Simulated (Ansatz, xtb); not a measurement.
**Relative energy of two isomers of C3H13BSSi**

Structure a: `C[BH2-][S@+]([SiH3])CC`, a singlet. Structure b: `CC[BH2-][S@+](C)[SiH3]`, a singlet. Both are isolated molecules in the gas phase, relaxed with B3LYP/def2-SVP; each stands in its lowest conformer found.

a (Å):

```xyz
19

C     0.4572   -2.5414   -1.4757
C    -0.4135    1.2600    0.6765
C    -1.1533    2.5877    0.5951
B     0.7554   -1.3952   -0.3963
S    -0.5152    0.2428   -0.8647
Si    0.8169    1.3395   -2.2203
H     1.0950   -3.4089   -1.2226
H     0.7103   -2.2704   -2.5161
H    -0.5849   -2.9045   -1.4649
H     1.8586   -0.8690   -0.4382
H     0.3510   -1.5947    0.7383
H     0.0959    2.5040   -2.8054
H     1.9975    1.8052   -1.4459
H     1.1781    0.3702   -3.2830
H     0.6518    1.3817    0.9233
H    -0.8493    0.5961    1.4372
H    -0.7096    3.2655   -0.1515
H    -2.2135    2.4437    0.3363
H    -1.1067    3.0965    1.5718
```

b (Å):

```tsv
atom	x (Å)	y (Å)	z (Å)
C	-0.3921	-1.6170	-2.3251
C	0.3218	-0.2634	-2.2249
C	-0.6762	1.7661	0.8057
B	1.2253	-0.0162	-0.9215
S	-0.0666	0.0382	0.7564
Si	1.4478	0.0594	2.3416
H	-0.9390	-1.7406	-3.2758
H	-1.1260	-1.7513	-1.5110
H	0.3257	-2.4508	-2.2456
H	1.0273	-0.1630	-3.0744
H	-0.4057	0.5574	-2.3799
H	1.7622	1.0759	-0.8235
H	1.9325	-0.9511	-0.5719
H	-1.2190	1.9492	1.7429
H	-1.3638	1.8732	-0.0437
H	0.1597	2.4685	0.6850
H	2.5144	1.0348	1.9989
H	0.7665	0.4564	3.6054
H	1.9540	-1.3317	2.4252
```

Quicker runs give these differences E(b) − E(a): GFN2-xTB +2.7 kcal/mol; HF/STO-3G +0.5 kcal/mol (at GFN2-xTB geometries); r2SCAN-D4/def2-SVP +2.7 kcal/mol (at GFN2-xTB geometries).

Q: Estimate E(b) − E(a) at the level CCSD(T)/def2-SVP + ΔMP2/def2-TZVPP.

A: Calculated at CCSD(T)/def2-SVP + ΔMP2/def2-TZVPP: E(b) − E(a) = +2.3 kcal/mol, so structure a lies lower.

The same difference at several levels:

| level | geometry | E(b) − E(a) (kcal/mol) | departure from the last row (kcal/mol) | job, with rough time for the two |
| --- | --- | --- | --- | --- |
| GFN2-xTB | GFN2-xTB | +2.7 | +0.5 | optimisation, 0.31 s |
| HF/STO-3G | GFN2-xTB | +0.5 | −1.8 | single point, 0.36 s |
| r2SCAN-D4/def2-SVP | GFN2-xTB | +2.7 | +0.5 | single point, 4 s |
| B3LYP/def2-SVP | B3LYP/def2-SVP | +2.2 | −0.1 | optimisation, 45 s |
| HF/def2-SVP | B3LYP/def2-SVP | +2.0 | −0.3 | part of the CCSD(T) run |
| MP2/def2-SVP | B3LYP/def2-SVP | +2.6 | +0.4 | part of the CCSD(T) run |
| CCSD(T)/def2-SVP | B3LYP/def2-SVP | +2.5 | +0.2 | single point |
| CCSD(T)/def2-SVP + ΔMP2/def2-TZVPP | B3LYP/def2-SVP | +2.3 |  | single point, 65 s |

As drawn, both hold the same kinds of bond in the same numbers.

The levels shown agree on the order. The largest departure from CCSD(T)/def2-SVP + ΔMP2/def2-TZVPP is that of HF/STO-3G, 1.8 kcal/mol. The last row adds to CCSD(T) the change of the MP2 difference between the two basis sets, here −0.2 kcal/mol.

With thermal terms from frequencies at re-optimised GFN2-xTB minima (ideal gas, soft modes damped towards free rotors, one conformer each, 298.15 K, 1 atm): the zero-point term adds −0.1 kcal/mol; ΔH is +2.3 and ΔG +2.0 kcal/mol.

The correlated steps freeze 14 core orbitals. Programs: Ansatz 0.2.0, xtb 6.7.1; the last row on 4 threads of Arm Neoverse V2 on a shared host.

Structure a, with ethyl on sulfur and methyl on boron, lies 2.3 kcal/mol below its partner, in which the two alkyl groups are exchanged. Since the bond types match, the preference probably reflects how each alkyl group responds to its neighbour. Carbon bound to the electron-poor sulfonium-like centre gains from the more polarisable, better donating ethyl group, whereas carbon bound to electropositive boron carries extra electron density and is better off as methyl. The B–S link is a dative bond between a borane and a thioether, so the real charge separation is milder than the formal charges imply, in keeping with a modest effect.

Hartree–Fock in the def2-SVP basis already gives +2.0 kcal/mol, which suggests that electrostatics and polarisation, rather than differential correlation, set most of the gap. The much smaller STO-3G value fits a minimal basis too rigid to describe that polarisation. Thermal terms leave the order intact, but the isomer energy difference says nothing about how strongly either adduct resists dissociation into borane and sulfide.
